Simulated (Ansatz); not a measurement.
## Ligand exchange: C2H5ClSn + CH3FO → C2H6OSn + CH2ClF

Gas-phase species: C2H5ClSn `C[CH2][Sn][Cl]`, singlet; CH3FO `OCF`, singlet; C2H6OSn `C[CH2][Sn][OH]`, singlet; CH2ClF (chlorofluoromethane) `FCCl`, singlet. The partners trade Cl for OH: Sn–Cl and C–OH bonds give way to Sn–OH and C–Cl.

Shapes, held fixed at every level: PBE0-D4/def2-TZVP. Flexible molecules stand in one conformer, not always the lowest. Programs: Ansatz 0.2.0. The zero-point and thermal change to 298 K, harmonic and unscaled (PBE0-D4/def2-TZVP), is -5.6 kJ/mol.

Problem. Estimate ΔH(298 K) of this reaction.

Solution. The highest level, CCSD(T)/def2-TZVPP, gives ΔH(298 K) = +76.9 kJ/mol; the levels span +73.0 to +130.2. The column of differences is taken from that level and isn't an error. No measured value is set beside it here. For atoms past krypton def2 sets carry core potentials with scalar relativity. Outer-core shells of Sn are correlated, in sets that cover them unevenly.

```tsv
level	kind	ΔH(298 K) (kJ/mol)	less CCSD(T)/def2-TZVPP
HF/def2-SVP	Hartree–Fock	+130.2	+53.3
HF/def2-TZVPP	Hartree–Fock	+104.8	+27.9
PBE-D4/def2-TZVPP	GGA	+73.0	-3.9
PBE0-D4/def2-TZVPP	global hybrid	+83.7	+6.8
r2SCAN0-D4/def2-TZVPP	global hybrid	+85.8	+8.9
CCSD/def2-SVP	coupled cluster or CI	+99.6	+22.7
CCSD/def2-TZVPP	coupled cluster or CI	+81.5	+4.6
CCSD(T)/def2-TZVPP	coupled cluster or CI	+76.9	0.0
```

The exchange is clearly endothermic at every level, so chlorine prefers tin and hydroxyl prefers carbon in this pair. Sn–OH is itself a strong, polar bond, but forming it does not repay the loss of a strong C–O bond for a weaker C–Cl one. Fluoromethanol probably gains further from anomeric donation of an oxygen lone pair into the C–F antibonding orbital, which chlorine supplies less effectively.

Electron correlation favours the products: in the larger basis the value falls from +104.8 at Hartree–Fock to +81.5 with CCSD and +76.9 kJ/mol with triples. Enlarging the basis also lowers it, already at Hartree–Fock, which suggests that the small set describes the electron-rich oxygen on tin poorly. A further drop beyond triple-zeta is therefore possible, and PBE's closeness to the highest level is no proof of better accuracy than the hybrids. With two molecules on each side, the entropy change should be modest, so equilibrium probably lies with the reactants; the rate of exchange remains open.
